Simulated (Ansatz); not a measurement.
TiB: pressure as volume per atom varies

Periodic Kohn-Sham DFT of a crystal at fixed atoms; pressure and stress are positive in compression; the energy is the free energy less that of spherical unpolarised free atoms; site moments are those in the method's own spheres, positive along +z. The results are calculated, by Ansatz 0.2.0.

Cell of the first row (space group F-43m, No. 216):
```
CELL_PARAMETERS angstrom
0.00000 2.05810 2.05810
2.05810 0.00000 2.05810
2.05810 2.05810 0.00000
ATOMIC_POSITIONS crystal
Ti 0.75000 0.75000 0.75000
B 0.00000 0.00000 0.00000
```

Settings of every row: method all-electron PAW; functional LDA; relativity scalar; k mesh 13x13x13; filling fermi-dirac; smearing width 0.05 eV; nucleus gaussian.

Atom start moment: 0 on all atoms.

Limits: all rows lie far from zero pressure; cell far from its zero-pressure volume.

```csv
row,volume per atom (Å³),pressure (GPa)
1,8.718,133.487
2,8.903,123.503
3,9.089,?
4,9.181,109.815
5,9.274,105.569
6,9.367,101.469
7,9.46,97.511
8,9.645,89.994
9,9.831,82.979
```

Question: what pressure should row 3 give?

Worked fit of pressure. Take u = (V_r/V)^(2/3) − 1 with V_r = 9.3205 Å³ an atom, which is twice the finite (Eulerian) strain; such expansions in the strain, on which the Birch-Murnaghan equation of state is built, carry the rest volume and the bulk modulus. The shown rows have u = 0.04556, 0.03102, 0.0101, 0.00334, -0.00331, -0.00986, -0.02256, -0.03493. Least squares give pressure = 103.4972 + 618.007 × u + 879.05 × u² GPa; a straight line predicts inner rows, each left out in turn, worse (root mean square 0.46 against 0.016 GPa). The rows lie off it by 0.009, -0.011, -0.014, -0.002, 0.008, 0.022, -0.008, -0.004 (root mean square 0.011 GPa). The withheld row has u = 0.01691, so the fit gives 103.4972 + 618.007 × (0.01691) + 879.05 × (0.01691)² = 114.199 GPa.

The calculation gave 114.216 GPa. The fit lies 0.017 GPa (0.034 % of the column's range) below it; its largest miss of a shown row is 0.022 GPa.
